**Why the Al 1s level falls in uneven steps from Al⁺ to Al¹¹⁺**

The table holds 1s Kohn–Sham eigenvalues, mean radii and the spin gap of eleven aluminium ions from all-electron, spherical, spin-polarised, scalar-relativistic LDA-PZ (ld1.x). The program models each step of the spin-averaged level as the loss of outer-electron repulsion, using Slater charges and hydrogenic penetration factors with no fitted constant, and compares it with 1s contraction, frozen orbitals and a version without penetration. The model is 0.4 to 2.8 % low on the eight $n=2$ steps and 12 to 16 % low on the 3s steps, while even a generous estimate of contraction gives only 11 % of the 486.3 eV drop. Coulomb integrals from further output give 337.4 eV for Al³⁺ → Al⁹⁺ against 331.8 eV in the table, and show that the model gains from cancellation. The gap per unpaired 2p electron follows $Z_{\rm eff}^{3.7}$ within 1.3 %, and the gap is 0.52 to 0.66 of the bare exchange term ($G^1/3$ for 2p, $G^0$ for 2s) of the neighbouring closed-shell ion in the three rows compared.

All-electron Kohn–Sham calculations with Quantum ESPRESSO ld1.x 7.5 for aluminium ions, using spin-polarised, scalar-relativistic LDA (Slater exchange, Perdew–Zunger correlation), spherical densities and a point nucleus. Open shells are filled high-spin, and eigenvalues are negative for bound levels.

## Program and output

```python
# Table: 1s Kohn-Sham eigenvalues (eV), mean radii (bohr), spin gap of Al+..Al11+; ld1.x, LDA-PZ,
# scalar-relativistic, spin-polarised, spherical. Tested: level steps = loss of outer-electron repulsion
# (Slater Zeff/n^2 with hydrogenic penetration) against rivals; gap against exchange integrals.
T = {
    'ion': ['Al+', 'Al2+', 'Al3+', 'Al4+', 'Al5+', 'Al6+', 'Al7+', 'Al8+', 'Al9+', 'Al10+', 'Al11+'],
    'Z': [13, 13, 13, 13, 13, 13, 13, 13, 13, 13, 13],
    'charge': [1, 2, 3, 4, 5, 6, 7, 8, 9, 10, 11],  # e
    'N': [12, 11, 10, 9, 8, 7, 6, 5, 4, 3, 2],
    'configuration': ['[Ne] 3s2', '[Ne] (3s up)1', '[He] 2s2 2p6', '[He] 2s2 (2p up)3 (2p down)2', '[He] 2s2 (2p up)3 (2p down)1', '[He] 2s2 (2p up)3', '[He] 2s2 (2p up)2', '[He] 2s2 (2p up)1', '[He] 2s2', '[He] (2s up)1', '1s2'],
    'eigenvalue_1s_up': [-1512.8, -1525.5, -1539.9, -1584.4, -1633.6, -1687.3, -1745.0, -1806.6, -1871.7, -1935.6, -1999.1],  # eV
    'eigenvalue_1s_down': [-1512.8, -1525.3, -1539.9, -1582.7, -1629.9, -1680.9, -1740.1, -1803.8, -1871.7, -1932.4, -1999.1],  # eV
    'mean_radius_1s_up': [0.12062, 0.12061, 0.1206, 0.12059, 0.12055, 0.1205, 0.1203, 0.12005, 0.11971, 0.11945, 0.11905],  # bohr
    'mean_radius_1s_down': [0.12062, 0.12061, 0.1206, 0.12049, 0.12033, 0.12009, 0.11999, 0.11987, 0.11971, 0.11936, 0.11905],  # bohr
    'gap': [0.0, 0.1534, 0.0, 1.666, 3.738, 6.43, 4.871, 2.818, 0.0, 3.268, 0.0],  # eV
}
import numpy as np
from scipy.constants import physical_constants as pc
Ha = pc['Hartree energy in eV'][0]
ion = T['ion']; Z = T['Z'][0]
up, dn, ru, rd, gap = (np.array(T[k], float) for k in ['eigenvalue_1s_up', 'eigenvalue_1s_down',
                       'mean_radius_1s_up', 'mean_radius_1s_down', 'gap'])
n3 = np.array([2, 1] + [0]*9); npp = np.array([6, 6, 6, 5, 4, 3, 2, 1, 0, 0, 0])
ns = np.array([2]*9 + [1, 0]); unp = np.array([0, 1, 0, 1, 2, 3, 2, 1, 0, 1, 0])
assert list(2 + ns + npp + n3) == list(T['N'])
e = (up + dn)/2; r = (ru + rd)/2
Z2 = Z - 2*0.85 - 0.35*(ns + npp - 1); Z3 = Z - 2 - 8*0.85 - 0.35*(n3 - 1)   # Slater's rules
ps, pp = 68/81, 236/243   # hydrogenic F0(1s,2s)=17Z/81, F0(1s,2p)=59Z/243, over <1/r>=Z/4
V = Ha*(Z2/4*(ps*ns + pp*npp) + n3*Z3/9); V0 = Ha*(Z2/4*(ns + npp) + n3*Z3/9)
st, m, m0 = -np.diff(e), -np.diff(V), -np.diff(V0)
mc = Ha*np.diff((1.5/r)**2/2); err = 100*(m/st - 1)
out = ['3s']*2 + ['2p']*6 + ['2s']*2
print("rounding: steps ~0.1 eV, radii 1e-5 bohr (~0.4 eV in contraction rival)")
print("penetration factors 2s %.3f, 2p %.3f (3s: none applied)" % (ps, pp))
print("step out: drop up/down/mean eV| model err%| no-penetr err%| contraction| dr 1e-5")
for i in range(10):
    print("%s>%s %s: %.1f %.1f %.2f| %.1f %+.1f| %.1f %+.1f| %.1f| %.1f" % (ion[i], ion[i+1], out[i],
          up[i]-up[i+1], dn[i]-dn[i+1], st[i], m[i], err[i], m0[i], 100*(m0[i]/st[i]-1), mc[i], 1e5*(r[i+1]-r[i])))
w = 2 + np.argmax(abs(err[2:]))
print("worst n=2 step %s>%s %+.1f%%; rms n=2 %.1f%%" % (ion[w], ion[w+1], err[w], np.sqrt(np.mean(err[2:]**2))))
print("growth of successive 2p steps eV:", np.round(np.diff(st[2:8]), 2), "model %.2f" % (m[3]-m[2]))
print("total drop %.1f eV = %.1f%%; radius %.2f%%" % (e[0]-e[-1], 100*(e[-1]/e[0]-1), 100*(r[-1]/r[0]-1)))
print("total: model %.1f eV; contraction rival %.1f eV (%.0f%% of drop); 1.5/r %.3f->%.3f" %
      (m.sum(), mc.sum(), 100*mc.sum()/st.sum(), 1.5/r[0], 1.5/r[-1]))
# further output of the same runs (hartree): Al3+, Al9+ (2p empty in Al9+)
F2p, F2s, G1, G0 = (2.1871, 2.7042), (2.0574, 2.4187), (0.28729, 0.47115), (0.16203, 0.23147)
ri2s, ri2p, F11, r3 = (2.3409, 2.8341), (2.2241, 2.7675), (7.8065, 7.8558), (36.273, 59.751)
print("further output Al3+/Al9+: F0/<1/r> 2s %.3f %.3f; 2p %.3f %.3f" %
      (F2s[0]/ri2s[0], F2s[1]/ri2s[1], F2p[0]/ri2p[0], F2p[1]/ri2p[1]))
print("frozen F0 eV vs step: 2p(Al3+) %.1f vs %.2f; 2p(Al9+) %.1f vs %.2f; 2s(Al9+) %.1f vs %.2f" %
      (F2p[0]*Ha, st[2], F2p[1]*Ha, st[7], F2s[1]*Ha, st[8]))
a, b = Ha*(6*F2p[0] + 2*F2s[0]), Ha*2*F2s[1]; x = Ha*(G0[0] + G1[0] - G0[1]); d = e[2]-e[8]
print("n=2 repulsion eV: Al3+ %.1f (model %.1f, %+.1f%%); Al9+ %.1f (model %.1f, %+.1f%%)" %
      (a, V[2], 100*(V[2]/a-1), b, V[8], 100*(V[8]/b-1)))
print("Al3+>Al9+: 6F0(2p) %.1f - 2s contraction %.1f = %.1f eV; table %.1f (%+.1f%%); model %.1f" %
      (6*F2p[0]*Ha, 2*Ha*(F2s[1]-F2s[0]), a-b, d, 100*((a-b)/d-1), V[2]-V[8]))
print("HF-type exchange change %.1f -> %.1f eV; change of F0(1s,1s) %.1f eV" % (x, a-b-x, Ha*(F11[1]-F11[0])))
P = np.arange(3, 8); g = gap[P]/unp[P]
k, c = np.polyfit(np.log(Z2[P]), np.log(g), 1)
print("ion unpaired gap gap/unp eV| Zeff(n=2) fit err%| r_up-r_down 1e-5 bohr")
for i in np.where(unp > 0)[0]:
    s = "%.2f %+.1f" % (Z2[i], 100*(np.exp(c)*Z2[i]**k*unp[i]/gap[i]-1)) if i in P else "s electron, not in 2p fit"
    print("%s %d %.3f %.3f| %s| %.0f" % (ion[i], unp[i], gap[i], gap[i]/unp[i], s, 1e5*(ru[i]-rd[i])))
print("2p gap/unpaired ~ Zeff^%.2f; ratios Al8+/Al4+ %.2f, Al7+/Al5+ %.2f" % (k, gap[7]/gap[3], gap[6]/gap[4]))
print("Al9+/Al3+ ratios: G1 %.2f, <r^-3>(2p) %.2f; gap Al10+/Al2+ %.1f" % (G1[1]/G1[0], r3[1]/r3[0], gap[9]/gap[1]))
for lab, G, i in [("G1/3 Al3+", G1[0]/3, 3), ("G1/3 Al9+", G1[1]/3, 7), ("G0 Al9+", G0[1], 9)]:
    print("bare %s %.2f eV vs gap %s %.3f: ratio %.2f" % (lab, G*Ha, ion[i], gap[i], gap[i]/(G*Ha)))
z = Z - 5/16; hf = Ha*(z*z/2 - Z*z + 5*z/8)
print("Al11+: table %.1f; bare -Z^2/2 %.1f; nonrel. one-exponent HF %.1f; table-HF %+.1f eV" %
      (e[-1], -Ha*Z*Z/2, hf, e[-1]-hf))
assert max(abs(err[2:])) < 5 and st[8] < st[7] and np.all(st > 0)
assert 3 < k < 5 and np.all(gap[unp > 0] > 0)
assert mc.sum() < 0.2*st.sum()
```

Printed output:

```
rounding: steps ~0.1 eV, radii 1e-5 bohr (~0.4 eV in contraction rival)
penetration factors 2s 0.840, 2p 0.971 (3s: none applied)
step out: drop up/down/mean eV| model err%| no-penetr err%| contraction| dr 1e-5
Al+>Al2+ 3s: 12.7 12.5 12.60| 10.6 -16.0| 10.6 -16.0| 0.3| -1.0
Al2+>Al3+ 3s: 14.4 14.6 14.50| 12.7 -12.4| 12.7 -12.4| 0.3| -1.0
Al3+>Al4+ 2p: 44.5 42.8 43.65| 42.9 -1.7| 43.5 -0.3| 2.1| -6.0
Al4+>Al5+ 2p: 49.2 47.2 48.20| 47.5 -1.4| 48.3 +0.2| 3.5| -10.0
Al5+>Al6+ 2p: 53.7 51.0 52.35| 52.2 -0.4| 53.1 +1.4| 5.1| -14.5
Al6+>Al7+ 2p: 57.7 59.2 58.45| 56.8 -2.8| 57.8 -1.1| 5.3| -15.0
Al7+>Al8+ 2p: 61.6 63.7 62.65| 61.4 -2.0| 62.6 -0.1| 6.5| -18.5
Al8+>Al9+ 2p: 65.1 67.9 66.50| 66.0 -0.7| 67.3 +1.3| 8.9| -25.0
Al9+>Al10+ 2s: 63.9 60.7 62.30| 60.5 -2.8| 72.1 +15.7| 10.9| -30.5
Al10+>Al11+ 2s: 63.5 66.7 65.10| 64.5 -0.9| 76.9 +18.1| 12.8| -35.5
worst n=2 step Al6+>Al7+ -2.8%; rms n=2 1.8%
growth of successive 2p steps eV: [4.55 4.15 6.1  4.2  3.85] model 4.62
total drop 486.3 eV = 32.1%; radius -1.30%
total: model 475.2 eV; contraction rival 55.9 eV (11% of drop); 1.5/r 12.436->12.600
further output Al3+/Al9+: F0/<1/r> 2s 0.879 0.853; 2p 0.983 0.977
frozen F0 eV vs step: 2p(Al3+) 59.5 vs 43.65; 2p(Al9+) 73.6 vs 66.50; 2s(Al9+) 65.8 vs 62.30
n=2 repulsion eV: Al3+ 469.1 (model 451.9, -3.7%); Al9+ 131.6 (model 125.1, -5.0%)
Al3+>Al9+: 6F0(2p) 357.1 - 2s contraction 19.7 = 337.4 eV; table 331.8 (+1.7%); model 326.8
HF-type exchange change 5.9 -> 331.5 eV; change of F0(1s,1s) 1.3 eV
ion unpaired gap gap/unp eV| Zeff(n=2) fit err%| r_up-r_down 1e-5 bohr
Al2+ 1 0.153 0.153| s electron, not in 2p fit| 0
Al4+ 1 1.666 1.666| 9.20 -1.3| 10
Al5+ 2 3.738 1.869| 9.55 +1.1| 22
Al6+ 3 6.430 2.143| 9.90 +0.7| 41
Al7+ 2 4.871 2.436| 10.25 +0.8| 31
Al8+ 1 2.818 2.818| 10.60 -1.3| 18
Al10+ 1 3.268 3.268| s electron, not in 2p fit| 9
2p gap/unpaired ~ Zeff^3.71; ratios Al8+/Al4+ 1.69, Al7+/Al5+ 1.30
Al9+/Al3+ ratios: G1 1.64, <r^-3>(2p) 1.65; gap Al10+/Al2+ 21.3
bare G1/3 Al3+ 2.61 eV vs gap Al4+ 1.666: ratio 0.64
bare G1/3 Al9+ 4.27 eV vs gap Al8+ 2.818: ratio 0.66
bare G0 Al9+ 6.30 eV vs gap Al10+ 3.268: ratio 0.52
Al11+: table -1999.1; bare -Z^2/2 -2299.4; nonrel. one-exponent HF -2082.3; table-HF +83.2 eV
```
